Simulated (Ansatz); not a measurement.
# A correction line for MP2/def2-TZVPP: vertical ionisation energy

The vertical ionisation energy (cation less neutral) in eV of 7 fluorocarbon molecules: x at MP2/def2-TZVPP, y at CCSD(T)/def2-TZVPP. Shapes, held fixed at every level: PBE0-D4/def2-TZVP. Flexible molecules stand in one conformer, not always the lowest. Programs: Ansatz 0.2.0.

| molecule | x (eV) | y (eV) |
| --- | --- | --- |
| C5H6F2 (SMILES FC1=CCCC1F) | 10.07 | 9.91 |
| C5H6F2 (SMILES FC1C=CCC1F) | 10.51 | 10.34 |
| C4H3F5 (SMILES C/C(F)=C(\F)C(F)(F)F) | 10.52 | 10.41 |
| C3F6 (hexafluoropropylene) | 11.05 | 10.98 |
| C2F2 (SMILES FC#CF) | 11.47 | ? |
| C4H3F5 (SMILES FC1CC(F)(F)C1(F)F) | 11.91 | 11.91 |
| C4F8 (octafluorocyclobutane) | 11.93 | 12.10 |

Problem. Fit y = c + s·x to the known rows and predict y for C2F2.

Solution. 
1. Means of the 6 rows: x = 10.9983, y = 10.942.
2. Σ(Δx)² = 3.0309, Σ(Δx·Δy) = 3.4698, so the slope is 3.4698/3.0309 = 1.1448.
3. Intercept: 10.942 − (1.1448) × 10.9983 = -1.649. The largest residual of the fit is 0.092.
4. C2F2: -1.649 + 1.1448 × 11.47 = 11.48 eV.

CCSD(T)/def2-TZVPP gives 11.27 eV, so the prediction is off by +0.21 eV, more than the largest residual. Uncorrected, MP2/def2-TZVPP misses it by +0.20 eV, and the other rows by 0.11 on average. The line doesn't help this one. Left out in turn, the other rows are missed by 0.08 eV on average, so the withheld one doesn't follow the line. Cations run unrestricted.

The line fails for difluoroacetylene probably because it treats a change in orbital character as a dependence on the ionisation energy itself. The four alkenes, which lose a C=C π electron, fill the lower end of the fit, and MP2 lies above CCSD(T) for all of them. The two saturated rings, ionised from the σ framework, fill the upper end, where the excess vanishes or changes sign. That contrast helps to push the slope above one. Difluoroacetylene also loses a π electron, but its ionisation energy lies nearer those of the rings, so the line gives it almost no correction where a downward, alkene-like one is needed. MP2 may overbind the π pair in the neutral molecule relative to the cation left with a single π electron in that orbital. Even among the rings x is a poor guide: 11.91 and 11.93 eV at MP2 become 11.91 and 12.10 eV at CCSD(T). The data therefore favour separate π and σ corrections, though a single alkyne can't fix the size of its own.
